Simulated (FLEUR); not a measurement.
# Local moment, magnetic energy and order balance of CuAu-type MnPt against cell volume in all-electron LDA

Antiferromagnetic MnPt pins the reference layer in spin valves and magnetic read heads, where it is grown as a thin film and may be strained by its neighbours. Its use as a pinning layer rests on manganese moments that survive such strain and on a firm preference for antiparallel order. This section follows both as the cell is scaled uniformly, with volumes given relative to the measured cell. The moment is the spin moment inside the manganese sphere in the parallel order. The magnetic energy is taken against the run without spin polarisation, and the antiparallel order against the parallel one, so that a negative value favours the antiparallel order. All values are all-electron LDA results without spin-orbit coupling.

## Calculations

MnPt (CuAu type): the measured cell (COD); 2 atoms in the primitive cell, fractional positions held. First order: parallel (+); second order: antiparallel (+-, cell doubled at q=(1/2,1/2,0)), q in fractions of the reciprocal vectors of the primitive cell. FLEUR MaX-R8.1, all-electron FLAPW in bulk geometry, scalar-relativistic valence, LDA (VWN), basis cutoff 3.6 1/bohr, density cutoff 10.8 1/bohr, Fermi-Dirac smearing of 0.05 eV, muffin-tin radii Mn 2.39, Pt 2.39 bohr. Local moments are those inside the muffin-tin spheres. Collinear spins without spin-orbit coupling, 10x10x10 k-points for the first order in every row. The same in all rows: Kohn-Sham band gap of the first order on its k-point mesh; set to zero under 0.1 eV or twice the smearing width (level spacings that a finite mesh gives in a metal), blank from there to 0.3 eV, where the mesh cannot tell: 0.00 eV.

Notes on method and selection:

- Each run ends in the state reached from its typed start, which may not be the lowest.
- The spheres keep their radius, so sphere moments at unlike sizes cover unlike shares of space.
- The two orders are a test pair; neither need be the ground order.
- Runs that did not converge, have known faults or may not be shown are not listed, and runs on Ansatz's PAW sets soft_1 and soft_2 are kept to separate tables.

Columns:

- relative volume: volume of the cell over its starting value, all lengths scaled alike.
- largest local moment (μB): largest spin moment inside a sphere, first order.
- net moment (μB/cell): net spin moment of the whole primitive cell, first order.
- magnetic energy (meV/cell): free energy of the first order less the run without spin polarisation, per primitive cell.
- second less first (meV): free energy of the second order less the first, per magnetic atom, where the second keeps its moments.
- energy of strained cell (meV/cell): free energy of the strained cell in the first order above its lowest row, per primitive cell; its curvature gives the bulk modulus (equation of state).

## Table of results

| member | relative volume | largest local moment (μB) | net moment (μB/cell) | magnetic energy (meV/cell) | second less first (meV) | energy of strained cell (meV/cell) |
| --- | --- | --- | --- | --- | --- | --- |
| relative volume 0.88 | 0.88 | 2.413 | 2.648 | −180.6 | −376.2 | 35.8 |
| relative volume 0.91 | 0.91 | 3.141 | 3.485 | −275.5 | −399.7 | 9.1 |
| relative volume 0.94 | 0.94 | 3.391 | 3.796 | −396.1 | −393.4 | 0.0 |
| relative volume 0.97 | 0.97 | 3.563 | 4.009 | −524.7 | −375.8 | 15.1 |
| relative volume 1 | 1.00 | 3.671 | 4.137 | −654.5 | −352.6 | 57.4 |
| relative volume 1.03 | 1.03 | 3.748 | 4.222 | −782.1 | −328.3 | 124.7 |
| relative volume 1.06 | 1.06 | 3.806 | 4.282 | −905.3 | −304.3 | 212.3 |
| relative volume 1.09 | 1.09 | ? | ? | ? | ? | ? |
| relative volume 1.12 | 1.12 | 3.896 | 4.366 | −1136.4 | −261.2 | 440.8 |

Cells marked ? are withheld until the estimate has been made.

## Mechanism

The manganese moment rises with volume in every row shown, but ever more slowly. It gains 0.728 μB between relative volumes 0.88 and 0.91, and 0.058 μB between 1.03 and 1.06. Expansion weakens the overlap of the manganese d orbitals and narrows their bands, so less band energy is spent in moving electrons from minority to majority states. Once the majority d states are nearly full, little moment is left to gain. The fixed spheres do not create this growth: from 1.00 to 1.12 the net moment of the cell rises by 0.229 μB, the sphere moment by 0.225 μB.

The magnetic energy does not level off in the same way. Over that range its size grows by a factor 1136.4 / 654.5 = 1.74, whereas the square of the sphere moment grows by only (3.896 / 3.671)² = 1.13. An exchange gain proportional to $m^2$ therefore falls well short of the change; the falling band-energy cost of a nearly constant moment accounts for its direction.

The antiparallel order is lower in every row shown, in line with the antiferromagnetism known for MnPt. Its advantage grows from 261.2 meV per manganese atom at 1.12 to 399.7 meV at 0.91, as expected when shorter distances strengthen the hopping between antiparallel neighbours. At 0.88 it drops back to 376.2 meV. With one manganese atom per primitive cell, the gain of the antiparallel order over the unpolarised state is the sum of the two energy columns. It is 275.5 + 399.7 = 675.2 meV at 0.91 and 180.6 + 376.2 = 556.8 meV at 0.88, a loss of 675.2 − 556.8 = 118.4 meV, while the parallel order loses 275.5 − 180.6 = 94.9 meV. The parallel order limits its loss by shedding much of its moment; the antiparallel moment shrinks far less.

The parallel order has its lowest row at 0.94, below the measured volume, as is usual for the overbinding of LDA.

## A prediction

Plain estimates from the members shown:

- relative volume 1.09, straight-line interpolation between relative volume 1.06 and relative volume 1.12: w = (1.09 − 1.06) / (1.12 − 1.06) = 0.500, so 3.806 + 0.500 × (3.896 − 3.806) = 3.851 μB

The straight line between 1.06 and 1.12 gives 3.851 μB, which should be slightly low because the moment curve bends downwards. The same midpoint construction falls below the calculated moment at 0.97, 1.00 and 1.03, by roughly 0.03, 0.02 and 0.01 μB.

The bend can be included by letting successive steps of 0.03 in volume shrink by a constant factor $r$. The step before the gap is 3.806 − 3.748 = 0.058 μB, and the two steps across it add up to 3.896 − 3.806 = 0.090 μB. The condition $0.058\,(r + r^2) = 0.090$ gives roughly $r = 0.84$, and the moment becomes 3.806 + 0.058 × 0.84 = 3.855 μB.

Applied in the same way to shown rows, this route comes out 0.004 μB too low at 0.97, 0.004 μB too high at 1.00 and 0.001 μB too high at 1.03. It fails at 0.94, by roughly 0.05 μB, where the preceding step belongs to the steep loss of moment under compression. The expanded cell is far from that region.

The three close tests miss by up to about 2 % of the rise across their gaps. For a rise of 0.090 μB this is 0.002 μB, taken as the standard deviation.

**Committed estimate, relative volume 1.09: largest local moment = 3.855 ± 0.002 μB.**

## Result

| member | relative volume | largest local moment (μB) | net moment (μB/cell) | magnetic energy (meV/cell) | second less first (meV) | energy of strained cell (meV/cell) |
| --- | --- | --- | --- | --- | --- | --- |
| relative volume 1.09 | 1.09 | 3.852 | 4.325 | −1023.6 | −281.8 | 317.5 |

| member | estimate | largest local moment (μB) | computed | estimate − computed | miss in error bars |
| --- | --- | --- | --- | --- | --- |
| relative volume 1.09 | committed | 3.855 | 3.852 | +0.003 | 1.5 |
| relative volume 1.09 | interpolation | 3.851 | 3.852 | −0.001 |  |

The estimate of 3.855 μB lies 0.003 μB above the computed 3.852 μB, outside its error bar of 0.002 μB. The straight line, at 3.851 μB, came closer.

The downward bend had the right sign, but its correction was too large: 0.004 μB was added to the line where 0.001 μB was needed. The assumption of a constant shrinking factor failed. From 1.00 upwards the successive gains are 0.077, 0.058, 0.046 and 0.044 μB, so the ratio of one gain to the previous one rises from 0.058 / 0.077 = 0.75 to 0.046 / 0.058 = 0.79 and then 0.044 / 0.046 = 0.96. The error bar was also too narrow, because the test misses were scaled down with the rise across the gap; unscaled, they reached 0.004 μB.

The new row fits a majority d shell that is nearly full, with a moment that still creeps upwards on expansion. A miss of 0.003 μB is too small to test that picture further.

One argument under Mechanism was mistaken: the comparison of the factors 1.74 and 1.13 does not show that the exchange gain falls well short of the change in magnetic energy. The first factor belongs to a net energy, the exchange gain less the band-energy cost of forming the moment; the second describes the gain alone. The gain is larger than the net energy, so a rise of 13 % in it may supply a good part of the 1136.4 − 654.5 = 481.9 meV. The table does not separate gain from cost and cannot say how large that part is.

The role given to the band-energy cost rests on a different argument. At the self-consistent moment the energy is stationary: for a slightly larger moment, the added exchange gain is cancelled to first order by the added band-energy cost. The magnetic energy therefore changes with volume through what happens at fixed moment. If the strength of exchange hardly depends on volume, that is the fall in band-energy cost as the bands narrow. This is a model argument, which the rows agree with but do not test.

## Members off the line

The row at 0.88 stands apart. Continuing the step between 0.94 and 0.91 downwards would give 3.141 − 0.250 = 2.891 μB, and the computed moment is lower by 2.891 − 2.413 = 0.478 μB. The net moment also falls abruptly, by 3.485 − 2.648 = 0.837 μB against 3.796 − 3.485 = 0.311 μB in the step before, so the fixed sphere radius is not the reason. The likeliest cause is the broadening of the manganese d bands, which makes the parallel high-moment state too costly in band energy. A switch to another self-consistent solution is also possible, since each run keeps the state reached from its start.

The energy of the strained cell fits a weakening of the moment that sets in before 0.88, though it does not exclude a switch in that row. Its second difference over steps of 0.03 is 57.4 − 2 × 15.1 + 0.0 = 27.2 meV per cell at 0.97, 15.1 − 2 × 0.0 + 9.1 = 24.2 meV at 0.94 and 0.0 − 2 × 9.1 + 35.8 = 17.6 meV at 0.91, whereas ordinary compression would stiffen the lattice. Losing moment allows the parallel cell to shrink at a lower cost in energy.

## Summary

The antiparallel order is favoured in all nine rows. Around the measured volume, its advantage falls by (375.8 − 328.3) / 6 = 7.9 meV per manganese atom for each per cent of added volume, and the parallel moment grows by (3.748 − 3.563) / 6 = 0.031 μB.

Midpoint interpolation between rows 0.06 apart reproduces the moment within 0.04 μB from 0.94 to 1.09, but at 0.91 it misses by 3.141 − (2.413 + 3.391) / 2 = 0.239 μB. The choice of volume matters more: at 0.94, the lowest-energy row of the parallel order, its moment is 0.280 μB smaller than at the measured volume. The antiparallel order, on which pinning relies, keeps its moment far better under compression.

Uniform scaling keeps the axial ratio fixed, whereas the strain of a film on its neighbours generally changes it. Spin-orbit coupling, left out here, would change the moment only slightly, but it contributes to the magnetic anisotropy on which pinning also depends.
